Dear colleague,

The hop rate that your diffusion data reflect is an equilibrium flux through a dividing surface times a dynamical factor that cannot exceed one. Here is the derivation, with numbers for a Cu adatom on Cu(100), a clean model for surface transport in copper wiring.

**Premises**

1. The nuclei move classically on one potential surface, $H=\sum_i p_i^2/2m_i+V(x)$. The sum runs over the Cartesian coordinates of adatom and substrate.
2. $\langle\cdots\rangle$ is the canonical average, $\beta=1/k_BT$. It is invariant under the dynamics and under $p\to-p$.
3. $q(x)$ is a smooth function of positions only, with $\nabla q\neq0$ on the surface $q=q^*$. With the step function $\theta$, $h_B=\theta(q-q^*)$ and $h_A=1-h_B$.
4. After a molecular time $\tau_{\rm mol}$ the populations of A and B obey first-order kinetics with constants $k_{AB}$ and $k_{BA}$. Only step 6 uses this.

**1. The correlation function**

Prepare the equilibrium distribution restricted to A, $\rho_{\rm eq}h_A/\langle h_A\rangle$. The fraction found in B at time $t$ is exactly

$$C(t)=\frac{\langle h_A(0)\,h_B(t)\rangle}{\langle h_A\rangle}.$$

Define $k(t)=dC/dt$. By stationarity $\langle h_A(s)h_B(t+s)\rangle$ does not depend on $s$. Its $s$ derivative at $s=0$ gives $\langle h_A(0)\dot h_B(t)\rangle=-\langle\dot h_A(0)h_B(t)\rangle$. The chain rule gives $\dot h_A=-\dot q\,\delta(q-q^*)$. Hence

$$k(t)=\frac{\langle\dot q(0)\,\delta(q(0)-q^*)\,h_B(t)\rangle}{\langle h_A\rangle}.$$

This is the reactive flux. Only trajectories that start on the surface contribute, each weighted by its signed velocity and counted if it lies in B at time $t$.

**2. The short-time limit**

On the surface $q(t)-q^*=\dot q(0)\,t+O(t^2)$. For every phase point with $\dot q(0)\ne0$, therefore, $h_B(t)\to\theta(\dot q(0))$ as $t\to0^+$. Points with $\dot q=0$ carry no weight. The integrand is bounded in magnitude by $|\dot q|$, which is integrable over the surface, so limit and average commute:

$$k(0^+)=\frac{\langle\dot q\,\theta(\dot q)\,\delta(q-q^*)\rangle}{\langle h_A\rangle}\equiv k_{\rm TST}.$$

This is the one-way equilibrium flux per member of A, the transition-state rate. The limit must be one-sided. Reversing momenta maps $\dot q(0)\to-\dot q(0)$ and $h_B(t)\to h_B(-t)$, so $k(-t)=-k(t)$. The flux jumps from $-k_{\rm TST}$ to $+k_{\rm TST}$ at the origin, where $C\simeq k_{\rm TST}|t|$ has a cusp.

**3. The momentum average**

At fixed positions $\dot q=\sum_i(\partial q/\partial x_i)\,p_i/m_i$ is a sum of independent Gaussians with $\langle p_i^2\rangle=m_ik_BT$. It is thus Gaussian, with zero mean and variance

$$\sigma^2=k_BT\,g^2(x),\qquad g(x)=\Big[\sum_i\frac1{m_i}\Big(\frac{\partial q}{\partial x_i}\Big)^2\Big]^{1/2},$$

where $g$ is the length of the gradient of $q$ in mass-weighted coordinates. Then

$$\int_0^\infty\frac{v\,e^{-v^2/2\sigma^2}}{\sqrt{2\pi\sigma^2}}\,dv=\frac{\sigma}{\sqrt{2\pi}}=\sqrt{\frac{k_BT}{2\pi}}\;g(x).$$

**4. The position average**

Define the free-energy profile by $e^{-\beta F(s)}=c\,\langle\delta(q(x)-s)\rangle$ with any constant $c$, and the conditional average $\langle O\rangle_*=\langle O\,\delta(q-q^*)\rangle/\langle\delta(q-q^*)\rangle$. Since $h_A=\int_A\delta(q-s)\,ds$, with A the range $s<q^*$, we have $\langle h_A\rangle=c^{-1}\int_Ae^{-\beta F}ds$. The constant cancels:

$$k_{\rm TST}=\sqrt{\frac{k_BT}{2\pi}}\;\langle g\rangle_*\,\frac{e^{-\beta F(q^*)}}{\int_Ae^{-\beta F(q)}dq}.$$

If $q$ is one Cartesian coordinate of an atom of mass $m$, then $g=m^{-1/2}$ and

$$k_{\rm TST}=\sqrt{\frac{k_BT}{2\pi m}}\;\frac{e^{-\beta F(q^*)}}{\int_Ae^{-\beta F(q)}dq}.$$

Three remarks on the general form.

- Relabel $q\to f(q)$ with $f'>0$. Then $g\to f'g$ and $\delta(f(q)-f(q^*))=\delta(q-q^*)/f'(q^*)$. The factors cancel, so $k_{\rm TST}$ depends on the surface alone, while $F(q^*)$ shifts by $k_BT\ln f'(q^*)$. A free-energy barrier means nothing without its coordinate.
- The average is the $\delta$-weighted one. In mass-weighted coordinates $\delta(q-q^*)\,dx=dS/g$, with $dS$ the surface element. A simulation with $q$ held by a rigid constraint samples $e^{-\beta V}dS$. With $\langle\cdots\rangle_c$ for that average, $\langle g\rangle_*=1/\langle g^{-1}\rangle_c$, which differs from $\langle g\rangle_c$ whenever $g$ varies over the surface.
- Even a linear $q$ changes the mass. Measure the adatom from the midpoint of the two bridge atoms, $q=x_0-(x_1+x_2)/2$ with equal masses. Then $g=\sqrt{3/2}\,m^{-1/2}=1.22\,m^{-1/2}$, and the surface and $F$ change as well.

**5. Factorisation and bound**

Divide the reactive flux by its initial value:

$$k(t)=\kappa(t)\,k_{\rm TST},\qquad\kappa(t)=\frac{\langle\dot q(0)\,h_B(t)\rangle_*}{\langle\dot q\,\theta(\dot q)\rangle_*}.$$

This is the Bennett-Chandler factorisation (Bennett 1977, Chandler 1978). The first factor needs only short trajectories launched from the surface. The second needs only equilibrium sampling, which may be biased towards the barrier. Neither waits for the rare event.

For each phase point $\dot q\,[\theta(\dot q)-h_B(t)]\ge0$, because the bracket is $1-h_B\ge0$ when $\dot q>0$ and $-h_B\le0$ when $\dot q<0$. Averaging with the positive weight gives $\kappa(t)\le1$ at all times. To see what is lost, split the numerator by the sign of $\dot q$ and reverse the momenta in the negative part:

$$\kappa(t)=\frac{\langle\dot q\,\theta(\dot q)\,[h_B(t)-h_B(-t)]\rangle_*}{\langle\dot q\,\theta(\dot q)\rangle_*}.$$

A forward crossing scores one only if it was in A at $-t$ and is in B at $+t$. So $\kappa(t)=1$ requires this of almost every crossing.

**6. The plateau**

For $t>\tau_{\rm mol}$ premise 4 gives $\dot C=k_{AB}(1-C)-k_{BA}C$. Put $\tau_{\rm rxn}^{-1}=k_{AB}+k_{BA}$. The stationary value of $C$ must be $\langle h_B\rangle$, so $\langle h_B\rangle=k_{AB}\tau_{\rm rxn}$ and

$$k(t)=k_{AB}\Big[1-\frac{C(t)}{\langle h_B\rangle}\Big].$$

Step 5 and $C(0)=0$ give $C(t)\le k_{\rm TST}t$. Writing $\kappa=k_{AB}/k_{\rm TST}$, the correction obeys $C/\langle h_B\rangle\le t/(\kappa\tau_{\rm rxn})$. In the window $\tau_{\rm mol}<t\ll\kappa\tau_{\rm rxn}$ the flux is therefore flat, and

$$k_{AB}=\kappa\,k_{\rm TST},\qquad0<\kappa\le1,$$

up to relative terms of order $\tau_{\rm mol}/\kappa\tau_{\rm rxn}$. The bracket obeys $\dot y=-y/\tau_{\rm rxn}$, so later the flux decays as $e^{-t/\tau_{\rm rxn}}$. Moving the surface within the sparsely populated barrier region leaves the populations, and so $k_{AB}$, unchanged. It changes $k_{\rm TST}$ and $\kappa$ inversely, and the surface of least $k_{\rm TST}$ gives the tightest bound.

**7. A solvable transmission coefficient**

To put a number on $\kappa$ I add a model. Let $y=q-q^*$ obey $\ddot y=\omega_b^2y-\gamma\dot y+\xi(t)$, a parabolic barrier with friction $\gamma$ and Gaussian noise $\langle\xi(t)\xi(t')\rangle=(2\gamma k_BT/m)\,\delta(t-t')$. With $y(0)=0$ and $\dot y(0)=v$,

$$y(t)=vG(t)+\int_0^tG(t-s)\,\xi(s)\,ds,\qquad G(t)=\frac{e^{\lambda_+t}-e^{\lambda_-t}}{\lambda_+-\lambda_-},$$

where $\lambda_\pm=-\gamma/2\pm\sqrt{\gamma^2/4+\omega_b^2}$, $G(0)=0$ and $\dot G(0)=1$. Now $v$ and $y(t)$ are jointly Gaussian. Let $\rho$ be their correlation coefficient and $\sigma_v,\sigma_y$ their widths. The mean of $v$ at given $y$ is $\rho\sigma_vy/\sigma_y$, so the integral of step 3 gives $\langle v\,\theta(y)\rangle=\rho\,\sigma_v/\sqrt{2\pi}$, and $\kappa(t)=\rho$. With $\sigma_v^2=k_BT/m$, covariance $\sigma_v^2G$ and $\sigma_y^2=\sigma_v^2\,[G^2+2\gamma\int_0^tG^2ds]$,

$$\kappa(t)=\Big[1+\frac{2\gamma\int_0^tG^2(s)\,ds}{G^2(t)}\Big]^{-1/2}.$$

At short times $G\simeq t$, the ratio is $2\gamma t/3$, and $\kappa\simeq1-\gamma t/3\to1$ as step 2 demands. At long times $e^{\lambda_+t}$ dominates and the ratio tends to $\gamma/\lambda_+$. Because $\lambda_+(\lambda_++\gamma)=\omega_b^2$, the plateau is $\kappa=\lambda_+/\omega_b$, the result of Kramers (1940).

**Range of validity**

Steps 1 to 5 are exact in classical mechanics on one potential surface, for any $q$ and any barrier. Identifying the plateau with a rate needs $\tau_{\rm mol}\ll\kappa\tau_{\rm rxn}$, which in practice means a barrier of many $k_BT$, no long-lived intermediate near the surface and no slow motion across $q$. It also needs a reactant in equilibrium within A, which excludes freshly landed hot atoms. A poor $q$ leaves the product correct but makes $\kappa$ small and hard to converge. Tunnelling and zero-point motion are absent, and the bound $\kappa\le1$ does not constrain the ratio of a quantum rate to the classical $k_{\rm TST}$. Step 7 further needs a parabolic barrier, a memoryless bath and trapping in the next well.

**Numbers for Cu on Cu(100) at 300 K**

Let $q$ be the adatom coordinate along a close-packed $\langle110\rangle$ direction, from a hollow site at $q=0$ to the bridge line $q^*=a/2$. Region A is the strip $|q|<a/2$, closed in thought by a wall at $-a/2$, so the rate is that of one hop direction. Exchange with a substrate atom is a separate channel and is not counted. The inputs are a typical lattice constant of 3.615 Å, whence $a=3.615/\sqrt2=2.556$ Å, the typical atomic mass 63.546 u, an assumed free-energy barrier $E_b=0.5$ eV in this coordinate, an assumed friction $\gamma=5$ ps$^{-1}$, and the assumed shape

$$F(q)=\tfrac12E_b\,[1-\cos(2\pi q/a)].$$

Well and barrier then share the frequency $\omega_0=\omega_b=(\pi/a)\sqrt{2E_b/m}=15.15$ ps$^{-1}$, or $\nu_0=\omega_0/2\pi=2.41$ THz.

With $k_BT=25.85$ meV, $\beta E_b=19.34$ and $e^{-\beta E_b}=3.98\times10^{-9}$. The velocity factor is $\sqrt{k_BT/2\pi m}=0.790$ Å/ps. With $u=\beta E_b/2=9.67$ and the modified Bessel function $I_0(u)=\pi^{-1}\int_0^\pi e^{u\cos\phi}d\phi$,

$$\int_Ae^{-\beta F}dq=a\,e^{-u}I_0(u)=0.332\ \text{Å}.$$

The prefactor is 2.38 THz and $k_{\rm TST}=9.47\times10^3$ s$^{-1}$. For large $u$, $e^{-u}I_0(u)\simeq(2\pi u)^{-1/2}[1+1/(8u)]$. The leading term gives the harmonic rate $\nu_0e^{-\beta E_b}=9.60\times10^3$ s$^{-1}$, higher by 1.4 per cent.

The friction gives $\lambda_+=12.85$ ps$^{-1}$ and

| $t$ (ps) | 0.05 | 0.1 | 0.2 | 0.5 |
|---|---|---|---|---|
| $\kappa(t)$ | 0.927 | 0.882 | 0.853 | 0.848 |

The last entry equals the plateau $\lambda_+/\omega_b=0.848$ to these figures. The model's rate is $k_{AB}=8.0\times10^3$ s$^{-1}$ per direction. For the symmetric pair of sites $\tau_{\rm rxn}=1/2k_{AB}=62$ μs, some $10^8$ times the 0.5 ps needed to reach the plateau.

The neglected effects have these sizes, to be set beside $1-\kappa=0.15$.

- *Failure to trap.* Crossing one well at the barrier energy costs on average $\Delta=\gamma\int\sqrt{2m(E_b-F)}\,dq=4\gamma E_b/\omega_0=0.66$ eV, or $\eta=\beta\Delta=25.5$. The noise gives this loss a variance $2k_BT\Delta$. For a Gaussian loss and an initial excess energy distributed as $e^{-\beta\epsilon}$, the chance of arriving above the far barrier is $\mathrm{erfc}(\sqrt\eta/2)\approx4\times10^{-4}$. The estimate is rough, since it uses the undamped orbit, but long jumps and rebounds are negligible at this friction. At much weaker friction they are not.
- *Quantum motion along $q$.* With $z=\beta\hbar\omega_0=0.386$ and no friction, the harmonic-well factor $\sinh(z/2)/(z/2)$ times the parabolic-barrier factor $(z/2)/\sin(z/2)$ is about $1+z^2/12$, a rise of 1.2 per cent. The barrier factor diverges at $z=2\pi$, or 18 K, where deep tunnelling takes over.
- *Substrate modes.* The compiled bulk Debye temperature $\Theta_D=343$ K (Wikipedia) corresponds to $\nu_D=k_B\Theta_D/h=7.1$ THz. A mode there has a quantum correction $(\Theta_D/T)^2/24=0.05$ to its partition function, and only the change of such terms between well and saddle enters the rate.
- *Memory.* The bath time $1/2\pi\nu_D=0.022$ ps is not far below the barrier time $1/\lambda_+=0.078$ ps. White noise is thus a crude picture, and $\gamma$ is an effective number. This, with barrier anharmonicity that I expect at the per cent level as in the well, is why I trust $\kappa\approx0.85$ only as an illustration.

With four equivalent directions the escape rate is $4k_{AB}=3.2\times10^4$ s$^{-1}$ and the residence time 31 μs. Uncorrelated hops of length $a$ in two dimensions give $D=\tfrac14(4k_{AB})a^2\approx5\times10^{-12}$ cm$^2$/s, with $D\,e^{\beta E_b}=1.3\times10^{-3}$ cm$^2$/s. These are the model's numbers, not copper's. As typical knowledge and not as a measurement, a prefactor near $10^{-3}$ cm$^2$/s is ordinary for adatom hopping, while barriers quoted for this hop often lie nearer 0.4 eV. In that case the model is too slow at 300 K by about $e^{0.1\,{\rm eV}/k_BT}\approx48$, an uncertainty in $F(q^*)$ that far outweighs the whole effect of recrossing.